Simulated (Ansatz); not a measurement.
# A series in volume scale on SnTe

Free energy against uniform scaling of the volume at fixed shape and fractions; periodic cell, basis, potentials, k mesh and filling as listed. The results are calculated, by Ansatz 0.2.0.

The cell before it is scaled or strained (space group F-43m, No. 216):
```
SnTe
1.0
      0.0000     3.6112     3.6112
      3.6112     0.0000     3.6112
      3.6112     3.6112     0.0000
Sn Te
1 1
Direct
  0.00000 0.00000 0.00000
  0.75000 0.75000 0.75000
```

Settings of every row: functional LDA; dispersion none; potentials PAW; wave cutoff 500 eV; density cutoff 2000 eV; k mesh 6x6x6; k shift 0x0x0; occupations fermi dirac; smearing width 0.05 eV; spin none.

Limits: coarse k mesh, up to 40 meV an atom off; no spin-orbit coupling, which can matter with elements this heavy; the cell comes from a prototype or a list of computed structures and needn't be the stable phase.

```
row  volume scale  V (Å³/atom)  energy above lowest point (meV/atom)
  1          0.88       41.442                                   4.6
  2          0.92       43.325                                     0
  3          0.96       45.209                                     ?
  4             1       47.093                                  30.3
  5          1.04       48.977                                  60.6
  6          1.08        50.86                                  98.5
  7          1.12       52.744                                 142.4
```

Question: what energy above lowest point should row 3 give?

Worked fit of energy above lowest point. Take u = (V_r/V)^(2/3) − 1 with V_r = 48.035 Å³ an atom, which is twice the finite (Eulerian) strain; such expansions in the strain, on which the Birch-Murnaghan equation of state is built, carry the rest volume and the bulk modulus. The shown rows have u = 0.10343, 0.07122, 0.01329, -0.01286, -0.03738, -0.06044. Least squares give energy above lowest point = 44.48 − 1163.81 × u + 7534.4 × u² meV/atom; a straight line predicts inner rows, each left out in turn, worse (root mean square 19 against 0.17 meV/atom). The rows lie off it by -0.1, 0.2, 0.0, -0.1, 0.0, 0.1. Its lowest point lies at u = 0.0772, or V = 42.96 Å³ an atom, and the curvature there gives the bulk modulus at fixed shape and fractions, B = (4/9)(1 + u)² E″(u)/V = 29 GPa. The withheld row has u = 0.04125, so the fit gives 44.48 − 1163.81 × (0.04125) + 7534.4 × (0.04125)² = 9.3 meV/atom.

The calculation gave 9.5 meV/atom. The fit lies 0.2 meV/atom (0.14 % of the column's range) below it; its largest miss of a shown row is 0.2 meV/atom.
